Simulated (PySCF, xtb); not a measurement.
## C2H2P+: 3 structures ranked

3 gas-phase structures of C2H2P+, found in a search over its isomers (lower ones may exist). Each was relaxed with GFN2-xTB:

A. a singlet given by its coordinates
B. `[CH+]=C=P`, a singlet
C. a singlet given by its coordinates

C (Å):

```csv
atom,x (Å),y (Å),z (Å)
C,-0.9259,-1.1796,0.9952
C,0.2054,-1.8102,0.6206
P,-0.4191,-0.7506,-0.6228
H,-1.6219,-1.0766,1.8052
H,0.9480,-2.5090,0.9545
```

Close contacts (Å): C1–C2 1.35, C1–P3 1.75, C2–P3 1.75, C1–H4 1.07, C2–H5 1.07.

A (Å):

```xyz
5

C    -0.6828   -0.9400    0.7951
C     0.0024   -2.0523    0.6889
P     0.8384   -3.4175    0.5703
H    -1.6065   -0.8811    1.3642
H    -0.3695   -0.0151    0.3203
```

Close contacts (Å): C1–C2 1.31, C2–P3 1.61, C1–H4 1.09, C1–H5 1.09.

**Question.** Estimate their order in r2SCAN-D4/def2-SVP energy at these geometries, lowest first.

**Answer.** Calculated order at r2SCAN-D4/def2-SVP: C (0.0), A (18.4), B (40.3) kcal/mol.

Energies above the lowest of each column, in kcal/mol; the last columns are at PBE0-D3(BJ)/def2-SVP geometries:

```json
{"structure": "C", "GFN2-xTB": "0.0", "HF/STO-3G": "0.0", "r2SCAN-D4/def2-SVP": "0.0", "PBE0-D3(BJ)/def2-SVP": "0.0", "CCSD(T)/def2-TZVP": "0.0"}
{"structure": "A", "GFN2-xTB": "5.9", "HF/STO-3G": "23.3", "r2SCAN-D4/def2-SVP": "18.4", "PBE0-D3(BJ)/def2-SVP": "21.1", "CCSD(T)/def2-TZVP": "18.9"}
{"structure": "B", "GFN2-xTB": "15.4", "HF/STO-3G": "39.4", "r2SCAN-D4/def2-SVP": "40.3", "PBE0-D3(BJ)/def2-SVP": "42.6", "CCSD(T)/def2-TZVP": "38.5"}
```

Every level run on C puts it lowest or level with the lowest. Large T1 diagnostics make some coupled-cluster values less sure.

Programs: PySCF 2.14.0, xtb 6.7.1.

The cyclic ion C, the phosphirenylium cation, lies lowest because it is a phosphorus analogue of cyclopropenylium: two π electrons are delocalised over the three-membered ring, and this aromatic stabilisation outweighs the angle strain. Its geometry fits, with C–P contacts of 1.75 Å, shorter than a normal single bond, and a C–C distance of 1.35 Å, slightly long for a cyclopropene-type double bond. Phosphorus also tolerates a narrow ring angle well, keeping its lone pair in an orbital rich in s character.

Open-chain A retains cumulenic conjugation, between H2C=C=P+ and H2C+–C≡P, but lacks the cyclic delocalisation. B is higher still, probably in large part because it exchanges a strong C–H bond for a weaker P–H bond. The order is the same at every level, but GFN2-xTB strongly compresses the spacings, which suggests that its parametrisation underestimates the ring's advantage. The energies establish a thermodynamic preference among these singlets, not how readily A or B would rearrange to C.
